## How the gain–current curve of a symmetric well responds to a change of one parameter

A compressively strained InGaAsP well emitting at 1.55 µm loses much of its threshold current to Auger recombination. Suppose one quantity is altered: the Auger coefficient, the temperature, the cavity loss, the number of wells, the common mass, or the equality of the masses. Which way do the transparency current, the logarithmic gain coefficient and the threshold current move, and how far? The well with equal electron and hole masses answers this almost in closed form.

### Gain and radiative current

The model has one conduction and one heavy-hole subband, both parabolic in the plane with the same mass $m$. Transitions conserve the in-plane wave vector ($k$-selection), the line is unbroadened, the envelope overlap is unity and the matrix element does not depend on $k$. The well is undoped and neutral, so electrons and holes have the same sheet density $N$. Currents are per unit area of the well, with unit injection efficiency, and $1\ \mathrm{A\,cm^{-2}}=10^4\ \mathrm{A\,m^{-2}}$.

Each subband has $m/\pi\hbar^2$ states per area and energy, spin included. Let $x$ be the kinetic energy of a carrier and $\eta$ its quasi-Fermi level, both in units of $k_BT$ and counted from the subband edge into the band. With $f(x)=1/(1+e^{x-\eta})$,
$$N=N_c\int_0^\infty f\,dx=N_c\ln(1+e^{\eta}),\qquad N_c=\frac{mk_BT}{\pi\hbar^2}.$$
Equal masses and densities give electrons and holes the same $\eta$, and the same $x$ at a given $k$. With $u=N/N_c$ the edge occupation is $f(0)=1-e^{-u}$. The gain of a transition is proportional to $f_e+f_h-1=2f-1$, which falls with $x$ while the joint density of states is constant. Above transparency the peak gain therefore lies at the edge:
$$g=g_{\max}\,(1-2e^{-u}).\tag{1}$$
A spin-allowed pair state radiates at the rate $1/t_0$ when it holds both an electron and a hole, which has probability $f^2$. Since $f^2=f-f(1-f)$ and $f(1-f)=-df/dx$, the integral of $f^2$ is $u-f(0)$, and
$$J_{\rm rad}=J_s\,\Phi(u),\qquad \Phi=u-1+e^{-u},\qquad J_s=\frac{eN_c}{t_0}.\tag{2}$$
For small $u$, $\Phi\to u^2/2$, the bimolecular law; for large $u$, $\Phi\to u-1$, because a degenerate electron always finds a hole at its $k$. Transparency is at $u=\ln2$, where $\eta=0$ and $J_{\rm tr}=(\ln 2-\tfrac12)J_s=0.193\,J_s$.

Define the local coefficient $g_0=dg/d\ln J$ and $s=g_0/g_{\max}$. From (1) and (2),
$$s_{\rm rad}(u)=\frac{2e^{-u}\,\Phi}{1-e^{-u}}.\tag{3}$$
At transparency $s_{\rm rad}=2\ln2-1=0.386$. Setting $d\ln s_{\rm rad}/du=0$ gives $\Phi=(1-e^{-u})^2$, with root $u=1.15$ and maximum $s_{\rm rad}=0.432$. The working range of a laser straddles this broad maximum, and that is why $g\approx g_0\ln(J/J_{\rm tr})$ with a constant $g_0$ fits well although (1) saturates.

### The Auger term and the response formula

Add $J_A=eC_2N^3$, with a sheet coefficient $C_2$ in $\mathrm{m^4\,s^{-1}}$. Auger events change neither (1) nor (2), so
$$J=J_s\,[\Phi(u)+\gamma u^3],\qquad \gamma=C_2N_c^2t_0.\tag{4}$$
Let $a=J_A/J$ be the Auger share and $\nu=d\ln J/d\ln N$. Then $\nu$ is the current-weighted mean of the exponents of the two channels, and $dg/d\ln N=2ue^{-u}g_{\max}$:
$$s=\frac{2ue^{-u}}{\nu},\qquad \nu=(1-a)\,\nu_r+3a,\qquad \nu_r=\frac{u(1-e^{-u})}{\Phi}.\tag{5}$$
As $\nu_r<2$ (it is 1.79 at transparency), any Auger current lowers $s$, though never below $2ue^{-u}/3$, which is 0.231 at transparency.

A well of width $d$ in a mode of effective width $w$ has the confinement factor $d/w$ and the limiting modal gain $G_{\max}=g_{\max}d/w$. For $N_w$ equally pumped wells and total loss $\alpha_t$, threshold requires
$$r\equiv\frac{g_{\rm th}}{g_{\max}}=\frac{\alpha_t}{N_wG_{\max}},\qquad u_{\rm th}=\ln\frac{2}{1-r},\qquad J_{\rm th}=N_wJ(u_{\rm th}).$$
A small change acts on the two prefactors at fixed $u$, and on $u$ through $r$, where $\delta\ln J=\delta r/s$:
$$\delta\ln J_{\rm th}=\delta\ln N_w+(1-a)\,\delta\ln\frac{N_c}{t_0}+a\,\delta\ln(C_2N_c^3)+\frac{r}{s}\,\delta\ln r.\tag{6}$$
Two numbers of the working point, $a$ and $r/s$, fix every first-order response.

### Scales and reference point

Let $E_P=2P^2/m_0$ be the Kane energy, with $P=|\langle S|p_x|X\rangle|$. For the heavy-hole Bloch function $(X+iY)/\sqrt2$, $|p_x|^2=|p_y|^2=P^2/2$ and $p_z=0$. The golden rule gives $g_{\max}=\pi e^2|p_x|^2\rho_r/(n\varepsilon_0cm_0^2\omega)$ for TE light, with $\rho_r=m_r/\pi\hbar^2d$ and $m_r=m/2$. The dipole emission rate in a medium of index $n$, without local-field correction, is $n\omega e^2P^2/(3\pi\varepsilon_0\hbar m_0^2c^3)$. With the fine-structure constant $\alpha$,
$$g_{\max}d=\frac{\pi\alpha}{n}\,\frac{E_P}{\hbar\omega}\,\frac{m_r}{m_0},\qquad \frac1{t_0}=\frac{2\alpha n\omega E_P}{3m_0c^2}.\tag{7}$$
So $g_{\max}$ scales with $m$ and has no explicit dependence on $T$, while $t_0$ depends on neither.

The approximate inputs are $\lambda=1.55$ µm ($\hbar\omega=0.800$ eV), $E_P=24$ eV, $n=3.4$ and $m=0.065\,m_0$, which gives a reduced mass typical of a compressively strained well. The assumed design is $d=6$ nm, $w=0.50$ µm, $N_w=1$, $\alpha_t=40\ \mathrm{cm^{-1}}$, at $T=300$ K ($k_BT=25.9$ meV). All numbers are the model's, and intermediates are carried unrounded. One finds $N_c=7.02\times10^{15}\ \mathrm{m^{-2}}$, $t_0=1.06$ ns, $J_s=106\ \mathrm{A\,cm^{-2}}$, $g_{\max}d=6.575\times10^{-3}$ and $G_{\max}=131.5\ \mathrm{cm^{-1}}$. Hence $r=0.304$, $u_{\rm th}=1.056$ and $\Phi=0.404$.

The value $C_2=6.0\times10^{-24}\ \mathrm{m^4\,s^{-1}}$ was chosen so that Auger recombination carries about half of the threshold current, as is typical of such lasers at room temperature. It corresponds to a volume coefficient $C_2d^2=2.16\times10^{-40}\ \mathrm{m^6\,s^{-1}}$, above the typical range, because the ideal well reaches threshold at a lower density than a real one. Then $\gamma=0.313$.

| $u$ | $g/g_{\max}$ | $\Phi$ | $s$, $\gamma=0$ | $s$, $\gamma=0.313$ |
|---|---|---|---|---|
| $\ln 2$ | 0 | 0.193 | 0.386 | 0.313 |
| 1 | 0.264 | 0.368 | 0.428 | 0.319 |
| 1.5 | 0.554 | 0.723 | 0.415 | 0.275 |
| 2 | 0.729 | 1.135 | 0.355 | 0.213 |

Auger recombination lowers the slope and makes it fall off at a smaller gain. The transparency current rises from 20.5 to $31.6\ \mathrm{A\,cm^{-2}}$. At threshold $J_{\rm rad}=42.9$, $J_A=39.1$ and $J_{\rm th}=82.0\ \mathrm{A\,cm^{-2}}$, so that
$$a=0.477,\qquad s=0.316,\qquad r/s=0.962.$$
Without the Auger term $s$ would be 0.431 and $r/s$ would be 0.706. The chord slope of the logarithmic law, $\bar s=r/\ln(J_{\rm th}/J_{\rm tr})$, is 0.319.

### Doubling the Auger coefficient

The gain needed is unchanged, so $u_{\rm th}$ and $J_{\rm rad}$ stay fixed and $J$ is linear in $C_2$. The current rises by exactly the factor $1+a$, and by less at transparency, where the share is smaller. The slope must fall, but weakly: $\nu$ can only move toward 3, and the floor $2ue^{-u}/3$ at this density is 0.245.

Equation (4) gives $J_{\rm th}=121\ \mathrm{A\,cm^{-2}}$ (factor 1.48) and $J_{\rm tr}=42.7\ \mathrm{A\,cm^{-2}}$ (factor 1.35). The share becomes $2a/(1+a)=0.646$, and (5) gives $s=0.289$, a fall of 9 per cent. In a fit of the logarithmic law the Auger strength therefore shows mainly in $J_{\rm tr}$ and little in $g_0$.

### Heating from 300 K to 350 K

With $g_{\max}$ and the loss fixed, $r$ and $u_{\rm th}$ do not change, and the threshold density grows as $N_c\propto T$. The radiative current is then proportional to $T$, and the characteristic temperature $T_0=(d\ln J_{\rm th}/dT)^{-1}$ of a purely radiative well equals $T$. The Auger current goes as $T^3C_2(T)$. With $C_2\propto e^{-E_a/k_BT}$, (6) gives
$$\frac{T}{T_0}=1+a\left(2+\frac{E_a}{k_BT}\right).\tag{8}$$
A constant $C_2$ already brings $T_0$ from 300 K down to 153 K. An assumed $E_a=60$ meV, for which $E_a/k_BT=2.32$, gives $T/T_0=3.06$ and $T_0=98$ K.

In the full calculation $J_{\rm rad}$ rises to 50.0 and $J_A$, by a factor 2.21, to $86.6\ \mathrm{A\,cm^{-2}}$. The total is $137\ \mathrm{A\,cm^{-2}}$, a factor 1.67, and the two-point value $50\ \mathrm{K}/\ln(J_{350}/J_{300})$ is again 98 K. The slope drops to $s=0.291$ because the share has grown. The shrinkage of the gap was neglected. At a typical $-0.4$ meV/K it lowers $\omega$ by 2.5 per cent, which by (7) lowers $1/t_0$ and $r$ alike and changes $\ln J_{\rm th}$ by $-0.037$, against $+0.510$ for the effect computed.

### Raising the loss from 40 to 60 cm⁻¹

A shorter cavity changes only $r$, by $\Delta r=0.152$. The logarithmic law with the local slope predicts a factor $e^{\Delta r/s}=1.62$, against 1.42 for the radiative well with its larger slope. The table shows $s$ falling beyond $u\approx1$ when Auger current is present, so 1.62 should be an underestimate, whereas the radiative estimate, taken across the maximum of $s_{\rm rad}$, should be nearly exact.

The calculation gives $u_{\rm th}=1.302$ and $J_{\rm th}=134\ \mathrm{A\,cm^{-2}}$, a factor 1.64, with the share up to 0.546. The radiative current alone rises by 1.42. Both expectations hold.

### A second well

Take $w$ and $\alpha_t$ unchanged. A second well doubles the current at a given density and halves $r$. By (6), $d\ln J_{\rm th}/d\ln N_w=1-r/s$, which vanishes when the gain per well equals $g_0$. At the reference point it is $+0.038$: one well is close to the optimum, the first-order term says little, and the finite step needs the logarithmic law itself,
$$\frac{J_{\rm th}(2)}{J_{\rm th}(1)}\approx2e^{-r/2\bar s},\tag{9}$$
with $r$ the one-well value. The ratio falls below unity when $r>2\bar s\ln2$, that is for $\alpha_t$ above about $58\ \mathrm{cm^{-1}}$. The sign of the response thus depends on the loss. Equation (9) predicts 1.24 at $40\ \mathrm{cm^{-1}}$ and 0.98 at $60\ \mathrm{cm^{-1}}$.

Equation (4) gives $102\ \mathrm{A\,cm^{-2}}$ for two wells at $40\ \mathrm{cm^{-1}}$, a factor 1.24, and $129\ \mathrm{A\,cm^{-2}}$ at $60\ \mathrm{cm^{-1}}$, a factor 0.96. Without Auger current the second well would still raise the threshold at $60\ \mathrm{cm^{-1}}$, by 1.18. By lowering $g_0$, Auger recombination moves the optimum toward more wells.

### Lighter carriers

Let both masses fall by 20 per cent, to $0.052\,m_0$, at fixed $E_P$, $\omega$ and $C_2$. Holding $C_2$ fixed is an assumption, since the Auger coefficient depends on the band structure. Two effects compete. Fewer states have to be filled, $N_c\propto m$, but fewer states give gain, $g_{\max}\propto m$, so $r\propto1/m$. From (6),
$$\frac{d\ln J_{\rm th}}{d\ln m}=1+2a-\frac rs.\tag{10}$$
For the radiative well the exponent is only 0.29 and the two effects largely cancel; the predicted factor is 0.94. With Auger current the exponent is 0.99 and the predicted factor 0.80. As the mass falls $r/s$ grows and $a$ falls, so the true benefit is smaller than this.

The calculation gives $r=0.380$, $u_{\rm th}=1.172$ and $J_{\rm th}=68.3\ \mathrm{A\,cm^{-2}}$, a factor 0.83; the radiative part alone changes by 0.95. The transparency current pays no gain penalty and falls to $22.1\ \mathrm{A\,cm^{-2}}$. The benefit of light masses at this wavelength comes mostly through the cube of the density.

### Unequal masses

Put $m_c=m/(1+\delta)$ and $m_v=m/(1-\delta)$, so that $\delta=(m_v-m_c)/(m_v+m_c)$ while $m_r$, $g_{\max}$ and $r$ are unchanged. With $u=N/N_c$ still referred to the mass $m$, the edge occupations are $1-e^{-u(1\pm\delta)}$ and (1) becomes
$$g=g_{\max}\,[1-2e^{-u}\cosh(\delta u)].\tag{11}$$
As $\cosh\ge1$, asymmetry of either sign lowers the gain at a given density. The symmetric well needs the fewest carriers for its reduced mass, and the penalty is of second order in $\delta$. The new threshold obeys $u'=u_{\rm th}+\ln\cosh(\delta u')\approx u_{\rm th}+\delta^2u_{\rm th}^2/2$. For $m_v=3m_c$, that is $\delta=1/2$, $m_c=0.0433\,m_0$ and $m_v=0.130\,m_0$, this estimate is $u'=1.195$, and the Auger current at fixed $C_2$ should grow by about 1.45. The radiative current should respond much less, because the threshold condition holds $f_e+f_h$ at the edge fixed, and it is these occupations that radiate.

The root of (11) is $u'=1.236$, and the transparency density moves from 0.693 to 0.764. The Auger current grows by 1.60. For the radiative current, let $X$ be the photon energy above the edge in units of $k_BT$. The electron takes $(1+\delta)X/2$, the hole $(1-\delta)X/2$, and the pair density is $N_c\,dX/2$:
$$\frac{J_{\rm rad}}{J_s}=\frac12\int_0^\infty\frac{dX}{\left(1+e^{(1+\delta)X/2-\eta_c}\right)\left(1+e^{(1-\delta)X/2-\eta_v}\right)},$$
with $e^{\eta_c}=e^{u'(1+\delta)}-1$ and $e^{\eta_v}=e^{u'(1-\delta)}-1$. The value is 0.425 in place of 0.404, a factor of only 1.05. The threshold becomes $108\ \mathrm{A\,cm^{-2}}$, a factor 1.32, nearly all of it Auger current.

### Collected responses and the reach of the model

| Change | Factor on $J_{\rm rad}$ alone | Factor on $J_{\rm th}$ |
|---|---|---|
| $C_2$ doubled | 1 | 1.48 |
| 300 K to 350 K | 1.17 | 1.67 |
| loss 40 to 60 cm⁻¹ | 1.42 | 1.64 |
| second well, at 60 cm⁻¹ | 1.18 | 0.96 |
| $m$ lowered by 20 per cent | 0.95 | 0.83 |
| $m_v/m_c$ from 1 to 3 | 1.05 | 1.32 |

Two simplifications are as large as some of these effects. The cubic law belongs to non-degenerate carriers, while $u\approx1$ is mildly degenerate and the true exponent tends to be lower. An exponent of 2.5 at the same share would give $s=0.352$ in place of 0.316, a shift larger than that from doubling $C_2$. Line broadening, with a typical half-width near 7 meV, pushes the gain peak above the edge. One half-width up, a step smoothed by a Lorentzian has reached only three quarters of its height, and the inversion $2f-1$ has fallen by $f(1-f)\times 7\ \mathrm{meV}/k_BT=0.061$, about a fifth of $r$. The factors above are therefore good to two figures at best as statements about a well with broadening.

The absolute values are those of an ideal well. Its modal coefficient $\bar s\,G_{\max}=42\ \mathrm{cm^{-1}}$ per well is some three to five times the typical value of order $10\ \mathrm{cm^{-1}}$, its transparency current is two to three times below the typical 50 to $100\ \mathrm{A\,cm^{-2}}$ per well, and its $T_0$ of 98 K lies above the typical 50 to 70 K. Broadening, unequal and non-parabolic bands, higher subbands, carrier leakage and intervalence-band absorption that grows with density and temperature all push in these directions, and real lasers reach such losses with several wells. The signs and rough sizes of the responses are more portable than the currents, since within the model they depend on the design only through $r$ and $a$: a stack of weaker wells working at the same fraction of its limiting gain, with the same Auger share, responds in the same way.